\section*{Steady dishing and erosion rate in overpolish: the tungsten plug array}

After the tungsten overburden has been polished off a plug array, the wafer stays on the pad for an overpolish so that the slowest spots also clear. During that time the pad works on two materials side by side. The tungsten polishes faster than the oxide and sinks below it, the pad then presses less on the tungsten and more on the oxide, and the step stops growing when both recede at the same rate. This page derives that steady step, the common recession rate and the erosion relative to the unpatterned field.

\subsection*{Geometry and conventions}

The array is periodic. A fraction $\rho$ of its area is metal and $1-\rho$ is oxide, with $0<\rho<1$. For circular plugs of radius $a$ on a square grid of pitch $L$, $\rho=\pi a^2/L^2$. Heights are measured outward from the wafer. Let $z_m$ and $z_o$ be the mean heights of metal and oxide inside the array and $z_f$ the height of the field oxide far from it. We define
\begin{equation}
d=z_o-z_m \quad(\text{dishing, or plug recess}),\qquad e=z_f-z_o\quad(\text{erosion}).
\label{eq:def}
\end{equation}
Positive $d$ means a recessed plug. Time $t=0$ is the moment at which the oxide is exposed. The nominal down pressure is $p$ (psi) and the relative speed of pad and wafer is $v$ (m/s). The pressures $p_m$ and $p_o$ are the normal contact pressures on metal and oxide in the array, averaged over the area of each material and over a time that contains many passes of pad asperities.

\subsection*{Premises}

\textbf{P1, local Preston law.} Each material recedes at a rate proportional to the pressure that it carries and to the speed (Preston, 1927):
\begin{equation}
\dot z_m=-K_m p_m v,\qquad \dot z_o=-K_o p_o v,\qquad \dot z_f=-K_o p v .
\label{eq:preston}
\end{equation}
The constants $K_m$ and $K_o$ (Pa$^{-1}$) are those of blanket wafers and hold all the slurry chemistry. We write $R_m=K_m p v$ and $R_o=K_o p v$ for the blanket rates (nm/min) and $S=K_m/K_o$ for the selectivity.

\textbf{P2, load balance.} The array as a whole carries the nominal pressure, and the slurry film carries none of it:
\begin{equation}
\rho\,p_m+(1-\rho)\,p_o=p .
\label{eq:load}
\end{equation}

\textbf{P3, linear pad.} The pad must be compressed by $d$ more over the oxide than over the metal in order to touch both, and the extra compression costs a pressure proportional to it:
\begin{equation}
p_o-p_m=k\,d ,
\label{eq:pad}
\end{equation}
with a stiffness $k>0$ (psi/nm). A bed of independent springs (a Winkler foundation) obeys this exactly. The pad cannot pull, so \eqref{eq:pad} holds only while $p_m\ge0$ and $p_o\ge0$.

\textbf{P4, fixed pattern and process.} The plug walls are vertical, so $\rho$ does not change with depth, and $p$, $v$, $k$, $K_m$, $K_o$ are constant in time.

\subsection*{Step 1: the pressures for a given step}

Equations \eqref{eq:load} and \eqref{eq:pad} are two linear equations for $p_m$ and $p_o$. Insert $p_o=p_m+kd$ into \eqref{eq:load}: $\rho p_m+(1-\rho)p_m+(1-\rho)kd=p$. This gives $p_m$, and adding $kd$ gives $p_o$:
\begin{equation}
p_m=p-(1-\rho)\,k d,\qquad p_o=p+\rho\,k d .
\label{eq:press}
\end{equation}
The load $\rho(1-\rho)kd$ per unit array area has moved from the metal to the oxide. The pad lifts off the metal when $p_m=0$, at
\begin{equation}
d_{\max}=\frac{p}{(1-\rho)\,k},
\label{eq:dmax}
\end{equation}
and there the oxide carries everything, $p_o=p/(1-\rho)$.

\subsection*{Step 2: the equation of motion of the step}

Differentiate $d=z_o-z_m$ and use \eqref{eq:preston}: $\dot d=v\,(K_mp_m-K_op_o)$. With \eqref{eq:press},
\begin{equation}
\dot d=v\,(K_m-K_o)\,p-v\,k\,\bar K\,d,\qquad \bar K\equiv(1-\rho)K_m+\rho K_o .
\label{eq:ode}
\end{equation}
The weights in $\bar K$ are crossed: $K_m$ comes with the oxide fraction $1-\rho$, because a step unloads the metal by $(1-\rho)kd$, and $K_o$ comes with the metal fraction $\rho$, because the step loads the oxide by $\rho kd$. Both terms oppose the growth of $d$. Equation \eqref{eq:ode} has the form $\dot d=(d_{ss}-d)/\tau$ with constant coefficients, and for a flat start, $d(0)=0$, its solution is
\begin{equation}
d(t)=d_{ss}\left(1-\mathrm{e}^{-t/\tau}\right),\qquad \tau=\frac{1}{k v\bar K}=\frac{p}{k\bar R},
\label{eq:sol}
\end{equation}
where $\bar R=\bar K pv=(1-\rho)R_m+\rho R_o$. Since $\tau>0$, any initial step within the contact range relaxes to the same value, so the steady state is stable.

\subsection*{Step 3: steady dishing}

Setting $\dot d=0$ in \eqref{eq:ode} gives
\begin{equation}
d_{ss}=\frac{p\,(K_m-K_o)}{k\,[(1-\rho)K_m+\rho K_o]}=\frac{p}{k}\,\frac{S-1}{(1-\rho)S+\rho}.
\label{eq:dss}
\end{equation}
The speed has cancelled, and the Preston constants enter only through their ratio. To obtain the steady pressures, insert \eqref{eq:dss} into \eqref{eq:press} and use the common denominator $\bar K$. For the metal the numerator is $\bar K-(1-\rho)(K_m-K_o)=\rho K_o+(1-\rho)K_o=K_o$. For the oxide it is $\bar K+\rho(K_m-K_o)=(1-\rho)K_m+\rho K_m=K_m$. Hence
\begin{equation}
p_m^{ss}=p\,\frac{K_o}{\bar K},\qquad p_o^{ss}=p\,\frac{K_m}{\bar K}.
\label{eq:pss}
\end{equation}
Both are positive, so the steady state lies inside the range of P3, and because $d(t)$ moves monotonically from $0$ to $d_{ss}$ the whole transient does too. From \eqref{eq:press}, $d_{ss}=d_{\max}(1-K_o/\bar K)<d_{\max}$. For $S<1$, as in an oxide buff, $d_{ss}$ is negative and the plugs protrude; every formula still holds.

\subsection*{Step 4: the common recession rate}

Insert \eqref{eq:pss} into \eqref{eq:preston}. Metal and oxide give the same value:
\begin{equation}
R_{ss}=\frac{K_mK_o\,p\,v}{(1-\rho)K_m+\rho K_o},\qquad\text{or}\qquad \frac1{R_{ss}}=\frac{1-\rho}{R_o}+\frac{\rho}{R_m}.
\label{eq:rss}
\end{equation}
The steady rate is the area-weighted harmonic mean of the blanket rates, so it lies between $R_o$ and $R_m$ and is dominated by the slower material unless that material covers a very small area.

The stiffness is absent from \eqref{eq:rss}, and a second derivation shows that P3 is not needed for it. In a steady state the array surface moves down without change of shape, so every point $\mathbf x$ recedes at the same rate, $K(\mathbf x)\,p(\mathbf x)\,v=R_{ss}$. The pressure is therefore uniform over each material and equal to $R_{ss}/(K_iv)$. Averaging over the area and using load balance gives
\begin{equation}
\frac{1}{R_{ss}}=\sum_i\frac{\rho_i}{R_i},
\label{eq:multi}
\end{equation}
for any number of materials with area fractions $\rho_i$ and blanket rates $R_i=K_ipv$. For two materials this is \eqref{eq:rss}. The pad law decides only how deep the recess must be to produce the required pressure difference $p_o^{ss}-p_m^{ss}=p(K_m-K_o)/\bar K$.

\subsection*{Step 5: erosion relative to the field}

$R_{ss}$ is the rate of absolute oxide loss in the array. A profilometer scan from field to array shows the difference from the field. From \eqref{eq:def}, \eqref{eq:preston} and \eqref{eq:press},
\begin{equation}
\dot e=K_ov\,(p_o-p)=\rho\,k\,K_ov\,d(t).
\label{eq:edot}
\end{equation}
Erosion is driven by the load that dishing transfers to the oxide. In the steady state
\begin{equation}
\dot e_{ss}=R_{ss}-R_o=R_o\,\frac{\rho\,(S-1)}{(1-\rho)S+\rho}.
\label{eq:ess}
\end{equation}
Integrating \eqref{eq:edot} with \eqref{eq:sol}, for array and field exposed at the same moment, gives
\begin{equation}
e(t)=\dot e_{ss}\left[t-\tau\left(1-\mathrm{e}^{-t/\tau}\right)\right].
\label{eq:et}
\end{equation}
Dishing saturates after a few $\tau$, while erosion grows linearly with a delay $\tau$. The field loses $R_ot$, the array oxide $R_ot+e$, and the plug top $R_ot+e+d$.

\subsection*{Step 6: limits}

Divide numerator and denominator of \eqref{eq:rss} by $K_m$:
\begin{equation}
R_{ss}=\frac{K_opv}{1-\rho}\;\frac{1}{1+\epsilon},\qquad \epsilon=\frac{\rho}{(1-\rho)S}.
\label{eq:highS}
\end{equation}
At high selectivity, $\epsilon\ll1$, the rate tends to $K_opv/(1-\rho)$, which exceeds $R_{ss}$ by the factor $1+\epsilon$. In this limit $d_{ss}\to d_{\max}$ and $\dot e_{ss}\to R_o\rho/(1-\rho)$: the metal carries almost no load and the oxide polishes under the pressure $p/(1-\rho)$. The condition is $S\gg\rho/(1-\rho)$ for the rate and $S\gg1/(1-\rho)$ for the dishing, so both fail in very dense patterns. At $S=1$, $d_{ss}=0$ and $\dot e_{ss}=0$. For an isolated plug, $\rho\to0$, $d_{ss}=(p/k)(1-1/S)$ and the erosion vanishes.

\subsection*{What $k$ means for sub-micron plugs}

A pad touches the wafer through asperities that cover a small fraction $f$ of the area, and each contact spot spans many plugs. A given point is under a contact for the fraction $f$ of the time, at the mean real pressure $\bar P=p/f$. Because P1 is linear, the time-averaged rate is still $K_ip_iv$, with $p_i=fP_i$, where capitals denote pressures inside a contact. If $P_o-P_m=k_{\rm loc}d$ there, then
\begin{equation}
k=f\,k_{\rm loc}.
\label{eq:kf}
\end{equation}
To estimate $k_{\rm loc}$, treat the asperity material as an elastic half-space of modulus $E^*=E/(1-\nu^2)$ against a rigid wafer, without friction. A point force $F$ indents its surface by $u=F/(\pi E^*r)$ (Boussinesq). The two-dimensional Fourier transform of $1/r$ is $2\pi/G$, so a pressure component of wavevector $\mathbf G$ produces $u_{\mathbf G}=2P_{\mathbf G}/(E^*G)$. Step 4 showed that the steady pressure is uniform on each material, so $P(\mathbf x)=P_o-\Delta P\,\chi(\mathbf x)$, where $\Delta P=P_o-P_m$ and $\chi$ is 1 on the plugs and 0 elsewhere. Its Fourier coefficients on the reciprocal lattice are $\chi_{\mathbf G}=2\rho J_1(Ga)/(Ga)$. The term $\mathbf G=0$ shifts the whole surface and drops out of $d$. Define $\Sigma=\sum_{\mathbf G\ne0}\chi_{\mathbf G}^2/G$. The mean of $u$ over the metal is the cell average of $u\chi$ divided by $\rho$, which is $-2\Delta P\,\Sigma/(E^*\rho)$. The cell average of $u$ is zero, so the mean over the oxide is $+2\Delta P\,\Sigma/[E^*(1-\rho)]$. The difference is $d$, and $1/\rho+1/(1-\rho)=1/[\rho(1-\rho)]$ gives $k_{\rm loc}=E^*\rho(1-\rho)/(2\Sigma)$. On the square grid $G=2\pi n/L$ with $n=\sqrt{i^2+j^2}$, so
\begin{equation}
k_{\rm loc}=\frac{\pi(1-\rho)}{\rho\,s}\,\frac{E^*}{L},\qquad s=\sum_{(i,j)\neq(0,0)}\frac1n\left[\frac{2J_1(2\pi na/L)}{2\pi na/L}\right]^2 .
\label{eq:kloc}
\end{equation}
So P3 holds in the steady state of an elastic pad for the mean step, with a bowl-shaped plug top. During the transient the pressures are not uniform, and the single exponential \eqref{eq:sol} is an approximation. The stiffness scales as $1/L$ at fixed $a/L$ and depends on $\rho$, so $k$ belongs to the pad and the layout together. For many rough contacts $f$ is nearly proportional to $p$; then $k\propto p$ and $d_{ss}$ hardly depends on the down pressure.

\subsection*{Range of validity}

\textbf{Time.} The steady results need $t\gg\tau$, and the averaging needs $\tau$ long against the interval between asperity passes, about $2a_c/(fv)$ for contact spots of radius $a_c$.

\textbf{Offset in the metal rate.} Let the metal recede at $R_mp_m/p+R_s$, where $R_m$ is now the pressure-dependent part. A static etch has $R_s>0$, and a threshold pressure $p_t$ corresponds to $R_s=-R_mp_t/p$ as long as $p_m>p_t$. The offset adds to the source term of \eqref{eq:ode}, and Step 3 then gives
\begin{equation}
d_{ss}=\frac pk\,\frac{R_m-R_o+R_s}{\bar R},\qquad p_m^{ss}=p\,\frac{R_o-(1-\rho)R_s}{\bar R}.
\label{eq:etch}
\end{equation}
Both $d_{ss}$ and, by \eqref{eq:edot}, $\dot e_{ss}$ change by the fraction $R_s/(R_m-R_o)$. A steady state exists only if $p_m^{ss}\ge0$, that is $R_s\le R_o/(1-\rho)$. Above this the pad lifts off the plugs and the recess grows without limit at $R_s-R_o/(1-\rho)$. The etch has to be compared with the oxide rate, which a selective slurry makes small.

\textbf{Non-uniform real pressure.} Near $d_{\max}$ only the most strongly loaded part of a contact reaches the metal. For a Hertz contact, $P=\tfrac32\bar P y$ with $y=\sqrt{1-r^2/a_c^2}$, and the area element as a fraction of the spot is $2y\,\mathrm dy$. The local metal pressure is $P-(1-\rho)k_{\rm loc}d=\tfrac32\bar P(y-y_0)$ where this is positive and zero elsewhere, with $y_0=2d/(3d_{\max})$. Averaging,
\begin{equation}
\frac{p_m}{p}=\int_{y_0}^1\tfrac32\,(y-y_0)\,2y\,\mathrm dy=1-\tfrac32y_0+\tfrac12y_0^3 .
\label{eq:hertz}
\end{equation}
The first two terms are the linear law \eqref{eq:press}. The cubic term raises $p_m$ at given $d$, and since $p_m^{ss}/p=K_o/\bar K$ is fixed by Step 4, the steady dishing is deeper, up to $\tfrac32d_{\max}$. A spread of $\bar P$ among asperities adds to this. $R_{ss}$ and $\dot e_{ss}$ are unaffected.

\textbf{Load shedding to the field.} As the array erodes, the field takes part of its load and P2 weakens. For an array wider than a contact spot, a Hertz asperity of tip radius $r_a$ has $a_c=3\pi r_a\bar P/(4E^*)$, overlap $\delta=a_c^2/r_a$ and force proportional to $\delta^{3/2}$. If the pad body does not follow the recess, the load on such an asperity drops by the fraction $\eta=3e/(2\delta)$. Since $R_{ss}$ is proportional to the array load, $\dot e=(1-\eta)R_{ss}-R_o$, a relative drop of $\eta R_{ss}/\dot e_{ss}$. Erosion stops at $\eta=1-R_o/R_{ss}=\rho(1-1/S)$. An array narrower than a contact spot is partly bridged and sheds load at much smaller $e$.

\textbf{Start of the clock.} Let the array oxide be exposed a time $\Delta t$ before the field oxide, and count $t$ from the exposure of the field oxide. The array oxide has then been polished for $t+\Delta t$ and the field oxide for $t$, so for $t\gg\tau$ the erosion is $R_{ss}(t+\Delta t)-\dot e_{ss}\tau-R_ot$, which exceeds \eqref{eq:et} by $R_{ss}\Delta t$. This is the full recession rate, which is much larger than $\dot e_{ss}$ in a sparse array. If $t$ is counted from the exposure of the array oxide, the field has been polished for $t-\Delta t$ and the gain over \eqref{eq:et} at the same $t$ is $R_o\Delta t$.

\textbf{Liner, seam, taper, abrasive.} The Ti/TiN liner is a third material and enters through \eqref{eq:multi}. A central seam that admits slurry and tapered walls violate P1 and P4. Abrasive particles are typically 50 to 100 nm across, larger than the step computed below, so the smooth half-space behind \eqref{eq:kloc} fixes only the order of magnitude of $k$. The model also says nothing about the extra erosion at array edges.

\subsection*{Numerical illustration: 0.25 $\mu$m tungsten plugs}

The inputs are typical or approximate values chosen for illustration: plug diameter $0.25\ \mu$m on a square pitch $L=0.50\ \mu$m, $p=4.0$ psi, $v=1.0$ m/s, $R_m=300$ nm/min, $R_o=15$ nm/min, overpolish $t=30$ s, and for a hard polyurethane pad $E^*\approx0.5$ GPa, $f\approx10^{-3}$, $r_a\approx50\ \mu$m. Then $\rho=\pi/16=0.196$, $1-\rho=0.804$, $S=20$ and $p=27.6$ kPa, so $K_m=1.81\times10^{-13}$ Pa$^{-1}$ and $K_o=9.06\times10^{-15}$ Pa$^{-1}$.

For $a/L=1/4$ the lattice sum is $s=3.0$, and \eqref{eq:kloc} gives $k_{\rm loc}=4.2\,E^*/L=4.2$ MPa/nm. Then $k=4.2$ kPa/nm $=0.61$ psi/nm, and we adopt $k=0.60$ psi/nm, so that $p/k=6.7$ nm. The real pressure is $\bar P=28$ MPa, the spot radius $a_c=6.5\ \mu$m and the overlap $\delta=0.84\ \mu$m. A spot is 26 pitches across, as the estimate of $k$ requires. The pattern loads the polymer at $v/L=2$ MHz, where it is stiffer than in a slow test, which adds to the uncertainty of $E^*$. With $\bar R=244$ nm/min the model gives:

\begin{center}
\begin{tabular}{lll}
\hline
Quantity & Formula & Value\\
\hline
Steady dishing & $(p/k)(R_m-R_o)/\bar R$ & 7.8 nm\\
Lift-off depth & $p/[(1-\rho)k]$ & 8.3 nm\\
Time constant & $p/(k\bar R)$ & 1.6 s\\
Pressure on W & $pR_o/\bar R$ & 0.246 psi\\
Pressure on oxide & $pR_m/\bar R$ & 4.92 psi\\
Common recession rate & $R_mR_o/\bar R$ & 18.4 nm/min\\
High-selectivity limit & $R_o/(1-\rho)$ & 18.7 nm/min\\
Erosion rate & $R_{ss}-R_o$ & 3.4 nm/min\\
\hline
\end{tabular}
\end{center}

The high-selectivity limit lies 1.2\% above $R_{ss}$. After 30 s the field has lost 7.5 nm, the erosion from \eqref{eq:et} is 1.6 nm, the array oxide has lost 9.1 nm, and the plug tops lie 9.4 nm below the field surface. The interval between asperity passes is about 13 ms, far below $\tau$, and $\tau$ is far below $t$.

The neglected effects have these sizes.
\begin{itemize}
\item Hertz pressure profile: \eqref{eq:hertz} with $p_m/p=0.0615$ gives $y_0=0.79$ and $d=9.8$ nm, 26\% above the linear value.
\item Static etch: an approximate $R_s=5$ nm/min raises $d_{ss}$ by only 1.8\% during polishing, but 30 s of slurry contact without load adds 2.5 nm. The steady state is lost above $R_s=18.7$ nm/min.
\item Threshold: the tungsten works at a small fraction of the pressure at which $K_m$ is calibrated. An assumed $p_t=0.5$ psi means $R_s=-37.5$ nm/min and lowers $d_{ss}$ and $\dot e_{ss}$ by 13\%.
\item Load shedding: $\eta=0.3\%$ at 30 s. The amplification $R_{ss}/\dot e_{ss}$ is 5.4, so $\dot e$ falls by less than 2\%. Erosion would stop at $\eta=19\%$, or $e\approx0.1\ \mu$m.
\item Liner: a typical 20 nm liner that polished like oxide would reduce $\rho$ to 0.139 and $\dot e_{ss}$ to 2.3 nm/min. One that polishes like tungsten changes nothing.
\item Early clearing: with $t=30$ s counted from the exposure of the field oxide, $\Delta t=30$ s adds 9.2 nm and brings the erosion to 11 nm.
\end{itemize}

The rates do not depend on $k$ and are good to tens of per cent once the blanket rates and the behaviour of the liner are known. The dishing and $\tau$ scale as $1/k$ and share the uncertainty of $fE^*$, which is a factor of several, so the second digit of $d_{ss}$ is the arithmetic of the model and the physical statement is a recess of order 10 nm. The accumulated erosion from a simultaneous flat start is too low for real dense tungsten arrays by a large factor, because it omits early clearing of the array, the removal of the liner and edge effects. The plug recess on real wafers also tends to be deeper than \eqref{eq:dss} gives with this $k$, by tens of per cent up to a factor of a few, since etching, seams and the pressure spread all act in that direction. For process work, take $k$ from the saturated recess of the same layout and take the erosion rate from the slope of $e$ against overpolish time, which \eqref{eq:ess} predicts from blanket rates and $\rho$ alone.